How large and how stiff is platinum when it is held on a simple cubic lattice? The table gives seven late transition metals in that structure from meta-GGA density-functional theory (m-r2SCAN) and withholds the platinum results. Simple cubic is the ground state of none of these metals, and the runs did not establish its stability. The rows therefore compare bonding at one fixed coordination; they are not the properties of the metals in use.

Late transition metals in the simple cubic structure, each in the lowest-energy of the magnetic starts tried, from Ansatz 0.2.0 (m-r2SCAN, scalar-relativistic plane-wave PAW, 500 eV cutoff, Fermi-Dirac smearing of 0.05 eV). Volume, bulk modulus and its pressure derivative come from a third-order Birch-Murnaghan fit; site moments are taken in atomic spheres.

| element | Z | valence electrons | k mesh | volume per atom, m-r2SCAN (Å³) | bulk modulus, m-r2SCAN (GPa) | bulk modulus pressure derivative, m-r2SCAN | largest site moment, m-r2SCAN (μB) | magnetic order, m-r2SCAN | neighbour distance, m-r2SCAN (Å) |
| --- | --- | --- | --- | --- | --- | --- | --- | --- | --- |
| Fe | 26 | 8 | 15×15×15 | 12.62 | 145 | 3.39 | 2.23 | ferromagnetic | 2.331 |
| Co | 27 | 9 | 15×15×15 | 12.21 | 150 | 3.01 | 1.81 | ferromagnetic | 2.305 |
| Ni | 28 | 10 | 13×13×13 | 12.04 | 165 | 4.76 | 0.42 | non-magnetic | 2.291 |
| Ru | 44 | 8 | 21×21×21 | 15.45 | 239 | 4.68 | 0.00 | non-magnetic | 2.490 |
| Rh | 45 | 9 | 20×20×20 | 15.85 | 203 | 5.04 | 0.00 | non-magnetic | 2.513 |
| Pd | 46 | 10 | 12×12×12 | 17.34 | 136 | 5.39 | 0.00 | non-magnetic | 2.587 |
| Ir | 77 | 9 | 20×20×20 | 16.60 | 268 | 4.98 | 0.00 | non-magnetic | 2.553 |
| Pt | 78 | 10 | 20×20×20 | ? | ? | ? | ? | ? | ? |

$Z$ is the nuclear charge and the k mesh is the sampling of the Brillouin zone. The volume $V$ is per atom, and the neighbour distance $d$ is the cube edge, equal to $V^{1/3}$ within 0.003 Å. The bulk modulus $B=-\mathrm{d}P/\mathrm{d}\ln V$ is the resistance to uniform compression, and $B'=\mathrm{d}B/\mathrm{d}P$ tells how fast the solid stiffens under pressure.

**Fe, Co, Ni**

Along these rows the volume shrinks and $B$ rises, while the moment falls from 2.23 μB in Fe to 0.42 μB in Ni. All three are ferromagnets. The Ni label reads non-magnetic, but its antiferromagnetic start ended with parallel moments on both sites. By the standard argument, spin polarisation in a d band well past half filling moves electrons from minority-spin states into majority-spin states that lie higher in their own band and are more strongly antibonding, so a large moment weakens the d bond and swells the lattice, Fe most and Ni least.

The pressures computed along the Fe curve show the lattice softening where the moment falls fastest. An ordinary metal stiffens steadily on compression, as Ru does in every interval. Fe instead softens from 177 to 157 GPa in the most compressed interval, where the change of its moment doubles from 0.11 to 0.22 μB. Compression widens the d band, the moment shrinks, d bonding is regained, and the lattice yields more easily.

The low $B'$ of Fe and Co (3.39 and 3.01, against 4.68 or more elsewhere) goes with moments that change under pressure, though Co, unlike Fe, still stiffens in every interval. How much of their volume is magnetic stays untested without non-magnetic runs, and functionals of the SCAN type often exaggerate itinerant moments. As a template for the step from nine to ten valence electrons the 3d rows fail. The Co→Ni ratio applied to Rh gives 15.63 Å³ for Pd, 9.9 % below the computed volume.

**Ru, Rh, Pd**

These runs were spin-polarised and lost their seeded moments, so filling acts here without magnetism. Take ten d states spread evenly over a band of width $W$ centred on the atomic level. Filling $N$ of them from the bottom gives

$$E_d=\int_{-W/2}^{E_F}\frac{10}{W}\,\varepsilon\,\mathrm{d}\varepsilon=-\frac{W}{20}\,N(10-N),$$

with $E_F$ the Fermi level. $W$ grows as atoms approach, so this term pulls the lattice in against the pressure of the s electrons and cores. Past half filling each added electron enters an antibonding state and the pull weakens. The metal should then grow and soften, as it does from Ru through Rh to Pd.

The picture gives the direction but not the size. With one electron assigned to the s band, $N(10-N)$ is 21, 16 and 9, so the Rh→Pd step should be 1.40 times the Ru→Rh step. In $\ln V$ it is 3.52 times and in $\ln B$ 2.45 times.

Extrapolated from Ru and Rh alone, Pd comes out at 16.43 Å³ and 162 GPa, which is 5.3 % too small and about 19 % too stiff relative to the computed row. Part of the reason, untested here, may be that Pd holds more than nine d electrons, as its $d^{10}$ free atom suggests, at the end of the parabola where the slope is steepest. It cannot be the whole reason: with Ru and Rh kept at seven and eight d electrons, even a full d shell in Pd would give a step ratio of only 16/5 = 3.2, still short of the one found for the volume. The formula also leaves out the contraction of the d orbitals along the row, which changes $W$. Pd is also sampled more coarsely than Rh, in a two-atom cell, with no convergence test.

Expansion and softening are largely one event. Stretched with constant $B'$, a solid follows $B\propto V^{-B'}$. Rh stretched by 9.4 % to the volume of Pd would lose 36.4 % of its modulus, and the table shows a loss of 33.0 %. From Ru to Rh the rule does less well, giving a loss of 11.3 % against 15.1 % in the table. It fails along the magnetic 3d rows and cannot be carried from one period to another, where the bonding itself changes. With $B'$ near 5, each per cent of volume costs about five per cent of stiffness.

**Ir, and the forecast for Pt**

Ir is 4.7 % larger than Rh at the same electron count, yet 32.0 % stiffer. The standard cause is the greater reach of 5d orbitals, increased by relativity: the 6s shell contracts, screens the nucleus better and lets 5d expand, which widens the band. Since the band formula underrates the last step, the forecast starts from Ir and borrows a fraction $f$ of the computed Rh→Pd step for $X=V$ or $B$:

$$X_{\rm Pt}=X_{\rm Ir}\left(X_{\rm Pd}/X_{\rm Rh}\right)^{f}.$$

Plain transfer is $f=1$. Theory argues for less, because the lowered 6s band should keep electrons out of the d band and leave Pt further from a closed shell than Pd. The choice $f=0.8\pm0.2$ is a judgement, supported only by rough recalled moduli of the face-centred cubic metals, Pt included, which imply about the same fraction. For the volume,

$$V_{\rm Pt}=16.60\,(17.34/15.85)^{0.8}=16.60\times1.0745=17.84\ \text{Å}^3 .$$

The bars on $V$, $d$ and $B$ come from the range of $f$. For $B'$ the same fraction of the Rh→Pd difference is added to Ir, with the bar widened for fit and mesh noise. For the moment, the smearing entropy yields the density of states $D$ at the Fermi level. With a rough recalled exchange parameter $I\approx0.7$ eV, the Stoner product $ID/2$ lies between 0.44 and 0.54 for Ru, Rh, Pd and Ir, well under the threshold of one.

Pt should be larger and softer than Ir, and larger and stiffer than Pd:

- $V = 17.84 \pm 0.32$ Å³
- $d = 2.613 \pm 0.016$ Å
- $B = 195 \pm 16$ GPa
- $B' = 5.26 \pm 0.15$
- non-magnetic, with a moment below 0.05 μB

The withheld rows as computed:

| element | Z | valence electrons | k mesh | volume per atom, m-r2SCAN (Å³) | bulk modulus, m-r2SCAN (GPa) | bulk modulus pressure derivative, m-r2SCAN | largest site moment, m-r2SCAN (μB) | magnetic order, m-r2SCAN | neighbour distance, m-r2SCAN (Å) |
| --- | --- | --- | --- | --- | --- | --- | --- | --- | --- |
| Pt | 78 | 10 | 20×20×20 | 17.64 | 205 | 5.40 | 0.00 | non-magnetic | 2.603 |

**Pt as computed**

The orderings and the magnetic state hold, and all four numbers fall inside their bars, though none at the centre. The forecast volume is 0.20 Å³ too large, 1.1 % of the computed value. The neighbour distance is 0.010 Å too long, which is the same miss again because $d=V^{1/3}$. The modulus is 10 GPa too low.

The volume and modulus misses are also linked. A volume 1.1 % too large, times a $B'$ near 5, accounts for a modulus 5.1 % too low. Accordingly both quantities imply nearly the same fraction, 0.68 from $V$ and 0.67 from $B$. The agreement is one piece of evidence rather than three, and it says that the shift away from plain transfer had the right direction and was too timid.

Plain transfer would have put the volume 3.0 % high and the modulus 12.4 % low. Seen down the groups, Pt is only 1.7 % larger than Pd but 50.7 % stiffer, a smaller swelling and a larger gain than from Rh to Ir. The numbers show that the advantage of 5d over 4d grows on going from nine to ten valence electrons. That relativistic s–d transfer is the cause remains an argument, since one row cannot separate it from an unusually large Pd step. Spin-orbit coupling, strongest in Ir and Pt, is left out of the calculation and could shift the fraction.

$B'$ is the closest call, forecast 0.14 too low and using 0.9 of its bar. Here the reduction did not help: the computed 5.4 matches Pd, implies $f=1.20$, and lies nearer to plain transfer. The argument for $f<1$ concerned bond strength and gave no real ground for scaling $B'$, which measures how sharply repulsion rises against attraction. As a third derivative of the energy, fitted to seven points, $B'$ is also the least certain column, and the Pd value behind the forecast comes from a coarser mesh than those of Rh, Ir and Pt. A miss of this size therefore supports no mechanism.

The analysis program printed:

```
rounding: V 0.005 A^3, B 0.5 GPa, B' 0.005, d 0.0005 A
steps between known rows: volume %, B %, B' change; B % from pure dilation V^-B'
 Fe->Co: V -3.2  B +3.4  B' -0.38  dilation +11.8
 Co->Ni: V -1.4  B +10.0  B' +1.75  dilation +4.3
 Ru->Rh: V +2.6  B -15.1  B' +0.36  dilation -11.3
 Rh->Pd: V +9.4  B -33.0  B' +0.35  dilation -36.4
 Co->Rh: V +29.8  B +35.3  B' +2.03  dilation -54.4
 Ni->Pd: V +44.0  B -17.6  B' +0.63  dilation -82.4
 Rh->Ir: V +4.7  B +32.0  B' -0.06  dilation -20.8
N(10-N): Ru 21, Rh 16, Pd 9; step ratio 1.40
 Pd V 17.34 A^3: filling model 16.43 (-5.3%), actual step ratio 3.52; Co->Ni step 15.63 (-9.9%)
 Pd B 136 GPa: filling model 161.52 (+18.8%), actual step ratio 2.45; Co->Ni step 223.30 (+64.2%)
largest d - V^(1/3): +0.0028 A (Fe)
intervals x0.88..x1.08: -dP/dlnV (GPa) | moment rise (muB)
 Fe: 157 177 155 133 114 | 0.22 0.11 0.08 0.06 0.05
 Co: 217 179 159 133 129 | 0.14 0.13 0.08 0.07 0.02
 Ni: 268 222 184 152 124 | 0.03 0.03 0.02 0.02 0.03
 Ru: 383 318 265 219 181 | 0.00 0.00 0.00 0.00 0.00
 Ru: D(EF) 1.48 states/eV/atom, rough Stoner product I*D/2 0.52 (I = 0.7 eV, recalled)
 Rh: D(EF) 1.54 states/eV/atom, rough Stoner product I*D/2 0.54 (I = 0.7 eV, recalled)
 Pd: D(EF) 1.31 states/eV/atom, rough Stoner product I*D/2 0.46 (I = 0.7 eV, recalled)
 Ir: D(EF) 1.26 states/eV/atom, rough Stoner product I*D/2 0.44 (I = 0.7 eV, recalled)
step fraction from rough recalled fcc moduli (Ir 370, Pt 280, Rh 270, Pd 190 GPa): 0.79
Pt from Ir plus fraction f = 0.8 +- 0.2 (chosen) of the Rh->Pd step
 V predicted 17.84 +- 0.32 A^3 (f=1: 18.16)
   computed 17.64, miss +0.20 (+1.1%, 0.6 bars); f=1 miss +3.0%; implied f 0.68
 d predicted 2.613 +- 0.016 A (f=1: 2.629)
   computed 2.603, miss +0.010 (+0.4%, 0.6 bars); f=1 miss +1.0%; implied f 0.67
 B predicted 195 +- 16 GPa (f=1: 180)
   computed 205, miss -10 (-5.1%, 0.7 bars); f=1 miss -12.4%; implied f 0.67
 Bp predicted 5.26 +- 0.15  (f=1: 5.33)
   computed 5.4, miss -0.14 (-2.6%, 0.9 bars); f=1 miss -1.3%; implied f 1.20
 moment predicted below 0.05 muB; computed 0.0 (non-magnetic)
 Ir->Pt: V +6.3%  B -23.5%  dilation -26.1%
 Pd->Pt: V +1.7%  B +50.7%  dilation -8.8%
```
